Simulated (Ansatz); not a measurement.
# NbCd3: the change of pressure and energy less free atoms with volume per atom

All results are calculated (Ansatz 0.2.0). Periodic Kohn-Sham DFT of a crystal at fixed atoms; pressure and stress are positive in compression; the energy is the free energy less that of spherical unpolarised free atoms; site moments are those in the method's own spheres, positive along +z.

Cell of the first row (space group Pm-3m, No. 221):
```
CELL_PARAMETERS angstrom
4.12900 0.00000 0.00000
0.00000 4.12900 0.00000
0.00000 0.00000 4.12900
ATOMIC_POSITIONS crystal
Nb 0.00000 0.00000 0.00000
Cd 0.00000 0.50000 0.50000
Cd 0.50000 0.00000 0.50000
Cd 0.50000 0.50000 0.00000
```

Settings of every row: method all-electron LAPW; functional LDA; relativity scalar; k mesh 9x9x9; filling fermi-dirac; smearing width 0.08 eV; basis error target 0.5 meV/atom; nucleus gaussian.

Atom start moment: 0 on all atoms.

```
row  volume per atom (Å³)  pressure (GPa)  energy less free atoms (eV/atom)
  1                17.598           5.488                           -3.8767
  2                18.347          -0.176                           -3.8886
  3                18.721          -2.527                           -3.8854
  4                18.908          -3.598                           -3.8818
  5                 19.47               ?                                 ?
```

Question: what pressure and energy less free atoms should row 5 give?

Worked fit of pressure. Take u = (V_r/V)^(2/3) − 1 with V_r = 18.534 Å³ an atom, which is twice the finite (Eulerian) strain; such expansions in the strain, on which the Birch-Murnaghan equation of state is built, carry the rest volume and the bulk modulus. The shown rows have u = 0.03515, 0.00678, -0.00667, -0.01323. Least squares give pressure = −1.3881 + 174.826 × u + 591.58 × u² GPa; a straight line predicts inner rows, each left out in turn, worse (root mean square 0.2 against 0.0022 GPa). The rows lie off it by 0.000, 0.000, 0.001, 0.000. The pressure vanishes at u = 0.0077, or V = 18.32 Å³ an atom, and there the bulk modulus at fixed shape and fractions is B = −V dP/dV = (2/3)(1 + u) dP/du = 124 GPa. The withheld row has u = -0.03231, so the fit gives −1.3881 + 174.826 × (-0.03231) + 591.58 × (-0.03231)² = -6.419 GPa.

The calculation gave -6.439 GPa. The fit lies 0.020 GPa (0.17 % of the column's range) above it; its largest miss of a shown row is 0.001 GPa. This row lies beyond the range of the fit.

Worked fit of energy less free atoms. Take u = (V_r/V)^(2/3) − 1 with V_r = 18.534 Å³ an atom, which is twice the finite (Eulerian) strain; such expansions in the strain, on which the Birch-Murnaghan equation of state is built, carry the rest volume and the bulk modulus. The shown rows have u = 0.03515, 0.00678, -0.00667, -0.01323. Least squares give energy less free atoms = −3.8877 − 0.2387 × u + 15.692 × u² eV/atom; a straight line predicts inner rows, each left out in turn, worse (root mean square 0.0054 against 2.3e-05 eV/atom). All shown rows lie on it to the printed digit. The withheld row has u = -0.03231, so the fit gives −3.8877 − 0.2387 × (-0.03231) + 15.692 × (-0.03231)² = -3.8636 eV/atom.

The calculation gave -3.8641 eV/atom. The fit lies 0.0005 eV/atom (2 % of the column's range) above it; its largest miss of a shown row is 0.0000 eV/atom. This row lies beyond the range of the fit.
